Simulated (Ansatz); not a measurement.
**Ligand exchange: how K changes with temperature for BH2I + H2O2 ⇌ BH2(OH) + HOI**

Species: BH2I `BI`, singlet; H2O2 (hydrogen peroxide) `OO`, singlet; BH2(OH), singlet; HOI `OI`, singlet. The partners trade I for OH: B–I and O–OH bonds give way to B–OH and O–I.

The electronic reaction energy at CCSD(T)/def2-TZVPP is -255.1 kJ/mol. Shapes: PBE0-D4/def2-TZVP. Flexible molecules stand in one conformer, not always the lowest. Programs: Ansatz 0.2.0. Enthalpy and entropy come from rigid-rotor, harmonic-oscillator sums on unscaled PBE0-D4/def2-TZVP wavenumbers, ideal gases at 1 bar; R ln 2 is added for the mirror twin of the chiral shape of H2O2. Symmetry numbers: BH2I 2, H2O2 2, BH2(OH) 1, HOI 1. R = 8.3145 J/(mol K).

```
T (K)  ΔH (kJ/mol)  ΔS (J/(mol K))
  300       -253.1            -1.4
  500            ?               ?
  700       -254.3            -4.1
```

Work out ln K at 300 and 700 K, and from these estimate it at 500 K.


1. 300 K: ΔG = -253.1 − 300 × (-1.4)/1000 = -252.7 kJ/mol; ln K = −ΔG/RT = +101.31.
2. 700 K: ΔG = -254.3 − 700 × (-4.1)/1000 = -251.4 kJ/mol; ln K = −ΔG/RT = +43.19.
3. Slope against 1000/T: (+43.19 − (+101.31))/(1.4286 − 3.3333) = +30.51, that is −ΔH/R with ΔH near -254 kJ/mol.
4. 500 K: ln K = +101.31 + (+30.51) × (2.0000 − 3.3333) = +60.63.

The full sums give ΔH = -253.9 kJ/mol, ΔS = -3.4 J/(mol K), ΔG = -252.2 kJ/mol and ln K = +60.67 at 500 K, so the line is off by -0.04 in ln K; without rounding the miss is -0.03, from the change of ΔH with temperature. The products are favoured over this whole range. An error of 10 kJ/mol in the energy moves ln K by 2.4 at 500 K. For atoms past krypton def2 sets carry core potentials with scalar relativity. Outer-core shells of I are correlated, in sets that cover them unevenly.

The exchange is driven almost wholly by enthalpy. With two molecules on each side, translational entropy nearly cancels, and ΔG shifts only from -252.7 to -251.4 kJ/mol between 300 and 700 K. The steep fall in ln K therefore reflects division of a nearly constant free energy by RT, not a weakening preference for the products. The near-straight van't Hoff line likewise points to a small heat-capacity difference.

The driving force probably lies mainly at boron. The B–O bond is short and strongly polar, and an oxygen lone pair donates into the empty boron p orbital; iodine, with its larger, more diffuse valence orbitals and lower electronegativity, does both less well. On the other side, one weak bond, O–O, is exchanged for another, O–I, which should contribute much less. The preference is far too large for an energy error of 10 kJ/mol to threaten its sign. It says nothing about the rate, however, nor whether BH2(OH) and HOI would survive together, since hypoiodous acid is an oxidant and B–H bonds are reducing.
